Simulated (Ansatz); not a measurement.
**A van 't Hoff estimate for C2H10AlN ⇌ C2H7N + AlH3**

Species: C2H10AlN `C[NH+](C)[AlH3-]`, singlet; C2H7N (dimethylamine) `CNC`, singlet; AlH3 `[AlH3]`, singlet. 

The electronic reaction energy at CCSD(T)/CBS estimate is +147.5 kJ/mol. Shapes: PBE0-D4/def2-TZVP. Programs: Ansatz 0.2.0. Enthalpy and entropy come from rigid-rotor, harmonic-oscillator sums on unscaled PBE0-D4/def2-TZVP wavenumbers, ideal gases at 1 bar. Symmetry numbers: C2H10AlN 1, C2H7N 1, AlH3 6. R = 8.3145 J/(mol K).

```
T (K)  ΔH (kJ/mol)  ΔS (J/(mol K))
  800       +131.4          +133.8
 1100            ?               ?
 1400       +122.3          +125.3
```

Work out ln K at 800 and 1400 K, and from these estimate it at 1100 K.


1. 800 K: ΔG = +131.4 − 800 × (+133.8)/1000 = +24.4 kJ/mol; ln K = −ΔG/RT = -3.67.
2. 1400 K: ΔG = +122.3 − 1400 × (+125.3)/1000 = -53.1 kJ/mol; ln K = −ΔG/RT = +4.56.
3. Slope against 1000/T: (+4.56 − (-3.67))/(0.7143 − 1.2500) = -15.36, that is −ΔH/R with ΔH near +128 kJ/mol.
4. 1100 K: ln K = -3.67 + (-15.36) × (0.9091 − 1.2500) = +1.57.

The full sums give ΔH = +126.9 kJ/mol, ΔS = +129.1 J/(mol K), ΔG = -15.1 kJ/mol and ln K = +1.65 at 1100 K, so the line is off by -0.08 in ln K; without rounding the miss is -0.07, from the change of ΔH with temperature. The products are favoured at 1 bar above about 980 K, give or take 75 K for 10 kJ/mol in the energy. The number of molecules rises, which sets the sign of ΔS, and lower pressure favours the products. An error of 10 kJ/mol in the energy moves ln K by 1.1 at 1100 K. Soft modes are treated as harmonic, which can err either way at these temperatures; the lowest are those of C2H10AlN (116 cm⁻¹), C2H7N (234 cm⁻¹). AlH3 would pair up to its dimer, which this equilibrium leaves out. The CBS estimate extrapolates MP2 from def2-TZVPP and def2-QZVPP and adds CCSD(T) − MP2 in the triple-zeta set, cores frozen.

The reaction breaks a dative bond: the nitrogen lone pair of dimethylamine donates into the empty, largely 3p orbital of aluminium in planar AlH3. The electronic cost of +147.5 kJ/mol marks a strong Lewis pair, so dissociation is driven by entropy and takes over only at high temperature. Most of that entropy comes from turning vibrations of the adduct, including the Al–N stretch and the rocking and twisting of its two halves, into free translation and rotation of the fragments. Once thermally excited, those vibrations hold more heat capacity than the motions replacing them, which is why both ΔH and ΔS fall on heating. The van 't Hoff plot is therefore slightly concave, and a straight line between the end points underestimates ln K in the middle.

The numbers describe Al–N cleavage alone, not the thermal stability of the adduct. With a protic N–H beside hydridic Al–H bonds, loss of H2 to form an aminoalane is a well-known competing path and would probably pre-empt simple dissociation at these temperatures.
